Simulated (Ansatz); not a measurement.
# NbAu2: energy above lowest point against volume scale

Results calculated with Ansatz 0.2.0, not measured. Free energy against uniform scaling of the volume at fixed shape and fractions; periodic cell, basis, potentials, k mesh and filling as listed.

The cell before it is scaled or strained (space group P6/mmm, No. 191):
```
cell vectors (Å)
   4.6100     0.0000     0.0000
  -2.3050     3.9924     0.0000
   0.0000     0.0000     2.7200
atoms (fractions of the cell vectors)
Nb  0.00000  0.00000  0.00000
Au  0.33333  0.66667  0.50000
Au  0.66667  0.33333  0.50000
```

Settings of every row: functional PBEsol; dispersion none; potentials all-electron LAPW; k mesh 7x7x11; k shift 0x0x0; occupations fermi dirac; smearing width 0.15 eV; spin none; basis error target 0.002 eV/atom; SCF threshold exponent -10.

Limits: coarse k mesh, up to 40 meV an atom off; no spin-orbit coupling, which can matter with elements this heavy.

```csv
row,volume scale,V (Å³/atom),energy above lowest point (meV/atom)
1,0.94,15.686,56.6
2,0.96,16.02,26.7
3,0.98,16.353,8.3
4,1,16.687,0
5,1.02,17.021,0.7
6,1.04,17.355,?
7,1.06,17.688,24.8
```

Question: what energy above lowest point should row 6 give?

Worked fit of energy above lowest point. Take u = (V_r/V)^(2/3) − 1 with V_r = 16.52 Å³ an atom, which is twice the finite (Eulerian) strain; such expansions in the strain, on which the Birch-Murnaghan equation of state is built, carry the rest volume and the bulk modulus. The shown rows have u = 0.03514, 0.0207, 0.0068, -0.00668, -0.01972, -0.04452. Least squares give energy above lowest point = 2.97 + 611.7 × u + 25469 × u² + 16019 × u³ meV/atom; a parabola predicts inner rows, each left out in turn, worse (root mean square 0.32 against 0.031 meV/atom). All shown rows lie on it to the printed digit. Its lowest point lies at u = -0.0121, or V = 16.83 Å³ an atom, and the curvature there gives the bulk modulus at fixed shape and fractions, B = (4/9)(1 + u)² E″(u)/V = 206 GPa. Letting shape and atoms relax would as a rule lower it, by much in layered, chain or molecular crystals. The withheld row has u = -0.03234, so the fit gives 2.97 + 611.7 × (-0.03234) + 25469 × (-0.03234)² + 16019 × (-0.03234)³ = 9.3 meV/atom.

The calculation gave 9.2 meV/atom. The fit lies 0.1 meV/atom (1.1 % of the value, 0.18 % of the column's range) above it, one unit of the last digit.
